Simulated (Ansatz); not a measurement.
How methods differ on SbH3 (stibine)

SbH3 has 4 atoms, charge 0, and is taken as a singlet. SMILES: `[SbH3]`. Geometry: optimised at wB97X-V/def2-SVP.

| atom | x (Å) | y (Å) | z (Å) |
| --- | --- | --- | --- |
| Sb | 0.4519 | -0.3069 | -0.4600 |
| H | 0.8492 | 0.0711 | 1.1562 |
| H | -1.0410 | -0.9895 | 0.0068 |
| H | -0.2600 | 1.2252 | -0.7030 |

Each level gives the adiabatic ionisation energy (to the doublet cation, shapes relaxed at wB97X-V/def2-SVP, no zero-point term) (eV). The values are calculated.

| level | kind | program | value (eV) | less CCSD(T)/def2-TZVPP | CPU time (all runs) |
| --- | --- | --- | --- | --- | --- |
| HF/def2-TZVPP (core potential) | Hartree–Fock | Ansatz | 8.23 | -1.05 | 0.8 s |
| SVWN5/def2-TZVPP (core potential) | LDA | Ansatz | 9.50 | +0.22 | 1.2 s |
| PBE/def2-TZVPP (core potential) | GGA | Ansatz | 9.31 | +0.03 | 2 s |
| B3LYP/def2-TZVPP (core potential) | global hybrid | Ansatz | 9.42 | +0.14 | 2.5 s |
| CAM-B3LYP/def2-TZVPP (core potential) | range-separated hybrid | Ansatz | 9.37 | +0.09 | 2.8 s |
| B2PLYP/def2-TZVPP (core potential) | double hybrid | Ansatz | 9.31 | +0.03 | 3.9 s |
| RPA@PBE/def2-TZVPP (core potential) | RPA | Ansatz | 9.53 | +0.25 | 3.7 s |
| MP2/def2-TZVPP (core potential) | perturbation theory | Ansatz | 9.27 | -0.01 | 1.6 s |
| CCSD(T)/def2-TZVPP (core potential) | coupled cluster or CI | Ansatz | 9.28 | 0.00 | 9.1 s |

Differences are taken from CCSD(T)/def2-TZVPP (core potential) for orientation; it has basis-set and higher-order errors of its own. Spin-orbit coupling, which can split open shells on such heavy atoms by tenths of an eV, is left out. The values span 8.23 to 9.53 eV. In the correlated wave-function rows the outer d shell of Sb is correlated, in sets not made for it. CPU times are rough (shared hosts, several kinds of processor): they show what a rung costs within a factor of a few.

Hartree–Fock stands apart, placing the ionisation energy 1.05 eV below the coupled-cluster value, while every other level falls between 9.27 and 9.53 eV. The electron leaves the antimony lone pair, an orbital of mixed 5s and 5p character. Neutral stibine therefore has an opposite-spin pair that the cation lacks, and with it more correlation energy. Leaving that energy out destabilises the neutral relative to the cation and makes ionisation look too easy. MP2 recovers almost the whole difference, which suggests that pair correlation dominates and that the higher-order contributions largely cancel.

Among the density functionals, the result does not follow the amount of exact exchange: PBE and B2PLYP coincide, with both B3LYP and CAM-B3LYP above them. RPA overshoots most, so a more elaborate treatment of correlation does not by itself bring closer agreement here. Losing a lone-pair electron also favours a flatter pyramid, but these adiabatic energies alone cannot separate that relaxation from the vertical cost of removing the electron.
